Going from the local density approximation (LDA) to a functional that also feels the gradient of the electron density ought, on a naive view, to widen the calculated band gap of ZnO. PBE does widen it a little. WC, which is also a gradient functional, gives a smaller gap than LDA. Whether a functional uses the gradient is therefore a poor guide, although the potentials also differ between these two rows. Within a family of related functionals that share their potentials, the gap follows how strongly exchange responds to the gradient, and this can be turned into a gap estimate on paper.

ABINIT 10.8.3, plane-wave Kohn–Sham DFT with PAW for ZnO (space group P6_3mc, 4 atoms per cell) at one fixed geometry, without spin polarisation or spin–orbit coupling. All rows use a 9×9×5 k mesh, cutoffs of 625.9 eV (waves) and 1224.5 eV (fine grid), and Fermi–Dirac smearing of 0.05 eV. Gaps are taken along the path Γ–M–K–Γ–A–L–H–A.

| functional | potentials | gap on path (eV) | direct gap on path (eV) |
| --- | --- | --- | --- |
| LDA | JTH PAW LDA v2.0 | 0.724 | 0.724 |
| PBE | JTH PAW PBE v2.0 | 0.794 | 0.794 |
| revPBE | JTH PAW PBE v2.0 | 0.863 | 0.863 |
| RPBE | JTH PAW PBE v2.0 | 0.890 | 0.890 |
| HCTH407 | JTH PAW PBE v2.0 | 1.411 | 1.411 |
| LDA-PZ | JTH PAW LDA v2.0 | 0.718 | 0.718 |
| LDA-Teter | JTH PAW LDA v2.0 | 0.726 | 0.726 |
| LDA-VWN | JTH PAW LDA v2.0 | 0.726 | 0.726 |
| WC | JTH PAW PBE v2.0 | 0.680 | 0.680 |

The column "gap on path" is the energy between the highest filled and the lowest empty state found along the chosen lines of wave vectors. The "direct gap on path" requires both states to have the same wave vector. The two agree in every row, so a single number describes each functional. The atoms and the cell are also the same throughout, and any difference comes from the functional and the potentials that go with it.

## What changes from one functional to the next

Four rows form a family: WC, PBE, revPBE and RPBE. They use the same potentials and the same correlation, and differ only in exchange. Each multiplies the exchange energy density of a uniform electron gas by a factor F, which depends on the reduced gradient s. This s measures how fast the density n changes over an electron's own length scale: s = |∇n| / (2k_F n), with k_F = (3π²n)^(1/3). In a uniform gas s is zero and F is 1.

A small change in F changes the potential felt by the electrons in proportion. To first order, each band energy then shifts by the average of that change over its own state. The density readjusts as well, but to first order this response is also proportional to the change in F. The gap therefore moves by a weighted sum of the changes in F over all values of s, with weights that belong to the crystal and not to the functional.

The two band edges don't shift equally because their electrons sit in different places. In ZnO the filled edge is mainly oxygen 2p with some zinc 3d, while the empty edge is largely s-like and spreads over both atoms. This explains why the gap responds to F at all. The direction of the response is taken from the table: within the family, a larger F at moderate gradients goes with a larger gap.

A vibrating string offers a simpler picture. Small weights fixed along a string shift each of its tones, and the interval between two tones changes in proportion to the load. If the weights always keep the same pattern, the load at one point tells how far the interval moves. The picture holds only while the load is small and its pattern stays the same, and the same two conditions limit the rule for the gap.

## Where to read the factor

Two limiting cases show where one reading of F can be useful. For very small gradients, the four exchange factors start out along the same curve, so a reading there can't tell the functionals apart. For very large gradients, WC, PBE and RPBE all approach the same ceiling, although their gaps differ. A useful reading must lie in between.

I read F at s = 1.5. Straight lines were also tried with F read at s = 1 and s = 2, and their typical misses were about three and five times larger. The value 1.5 is thus a convenient choice for this family, not a measured property of ZnO. Measured from PBE, the F curves of revPBE and RPBE depart in a similar way at moderate s, but WC's departs with a different shape. The string's condition of a fixed pattern is thus met only roughly, and the quality of the fit depends on where F is read.

A least-squares line through the four family rows, with rounded constants, gives the rule:

**gap ≈ 0.30 eV + 1.6 eV × (F − 1), with F read at s = 1.5**

An increase of 0.01 in F thus adds about 0.016 eV to the gap. The constant 0.30 eV only fixes the height of the line where the four functionals lie. It is not the gap of a calculation without gradients.

## Two estimates by hand

For PBE and revPBE the factor is F − 1 = κx / (κ + x), with x = μs² and μ = 0.2195. The constant κ is the ceiling that F − 1 approaches at large gradients: 0.804 in PBE and 1.245 in revPBE. These numbers belong to the definitions of the functionals.

The estimate for revPBE takes three steps:

1. The gradient term is x = 0.2195 × 1.5² = 0.494.
2. The factor is F − 1 = 1.245 × 0.494 / (1.245 + 0.494) = 0.354.
3. The gap is 0.30 + 1.6 × 0.354 = 0.866 eV.

The full calculation gives 0.863 eV. The higher ceiling lets F keep growing where PBE's factor begins to level off, and the gap follows.

WC has PBE's ceiling but a weaker gradient term at moderate s:

x = (10/81)s² + (μ − 10/81)s² exp(−s²) + ln(1 + 0.0079 s⁴)

At s = 1.5 the three parts are 0.278, 0.023 and 0.039, which add up to 0.340. The factor is then F − 1 = 0.804 × 0.340 / (0.804 + 0.340) = 0.239, and the gap is 0.30 + 1.6 × 0.239 = 0.682 eV. The calculation gives 0.680 eV.

RPBE uses PBE's constants in another curve, F − 1 = κ[1 − exp(−x/κ)] with x = μs². This curve stays closer to x before it bends towards the ceiling, so RPBE has a larger F at s = 1.5 and a larger gap than PBE, although both share the same ceiling.

## How far the rule can be trusted

Over the four family rows the rule misses the calculated gap by at most 0.005 eV, while the gaps themselves span 0.21 eV. Both worked rows were part of the fit, and the reading point was chosen on the same four rows. The close agreement is therefore a compact description and not an independent test. When each row in turn is left out and estimated from the other three, the typical miss grows to about 0.007 eV.

The band edges give a separate view of the same behaviour. Their energies are counted from the program's own zero, which is set in the same way throughout the family because the cell and the potentials are the same. From PBE to RPBE the filled edge rises by 0.18 eV and the empty edge by 0.27 eV; from PBE to WC both fall. In each step from PBE to another family member, the empty edge moves about 1.5 times as far as the filled one. This is how the edges should behave if one common quantity drives both, though it doesn't identify that quantity as F at s = 1.5.

## Where the rule fails

The first failure appears when the gradient is switched off altogether. Setting F = 1 gives 0.30 eV, but the LDA gap is 0.72 eV. The step from PBE to LDA removes the gradient part of correlation as well as that of exchange. In PBE these two parts largely offset each other when the density varies slowly, so removing both may disturb the gap less than removing the exchange part alone.

That is one likely reason why F = 1 in the rule should not be read as LDA, though no row tests it. LDA also changes F at small gradients, where the four family functionals agree, so the pattern of the load is no longer the same. The potentials change as well, and F = 1 lies far from the four points that set the line. In practice, 0.72 eV can simply be used for LDA in this cell. The four LDA rows are versions of the same uniform-gas functional and agree to within 0.01 eV.

The second failure is HCTH407, whose gap is 0.62 eV above that of PBE. Its exchange and correlation have other forms, adjusted to data on molecules, so it doesn't belong on the line. The band edges show the break plainly: relative to PBE, the filled edge falls by 0.25 eV while the empty edge rises by 0.36 eV. In the string picture, the weights have been moved to other places, and one reading no longer describes the load.

Part of the HCTH407 result may come from its potentials, which were made for PBE. This is a guess, because HCTH407 was not run with potentials of its own. WC, revPBE and RPBE carry the same kind of mismatch, so their small differences are also properties of the combination used here.

## What to do with it

Use the rule to estimate how a change of exchange moves the gap of ZnO in this cell, provided the functional keeps PBE's correlation and the same F at small gradients. Its F − 1 at s = 1.5 should also lie between about 0.24 and 0.37, the range of the four rows, and its curve should resemble theirs at moderate gradients. PBEsol changes both the correlation and F at small gradients, so the four rows don't cover it. A functional of the PBE form with κ = 1.0 keeps both. It has F − 1 = 0.494 / 1.494 = 0.331 at s = 1.5. The rule then gives 0.30 + 1.6 × 0.331 = 0.83 eV. This lies between PBE and revPBE, as the intermediate ceiling suggests, but it is an estimate that no row checks.

Keep the cell fixed when using these constants. At the present volume, RPBE has a pressure of about +9 GPa and would expand if relaxed, while WC has about −2 GPa and would shrink. The gap of ZnO is known to grow under compression. Relaxation should therefore lower the RPBE gap and raise the WC gap, which would narrow the spread, though no relaxed cell was calculated here.

Don't use any of these gaps to predict which light a ZnO layer absorbs. The measured gap is roughly 3.4 eV (a recalled figure), and even HCTH407 falls about 2 eV short. Functionals of this kind lack the jump in potential that belongs to adding an electron, and they place the zinc 3d states too high, which pushes up the filled edge. Spin–orbit coupling and lattice vibrations are also left out, but their effects in ZnO are much smaller than this shortfall.

When the absorption edge itself is wanted, use a measured gap or a method designed for excitation energies. Moving from WC to RPBE gains only 0.21 eV, so a search within this family can't repair the error. The hand rule is useful for a narrower purpose: it shows how much the choice of exchange within this family may change the gap calculated for this cell.
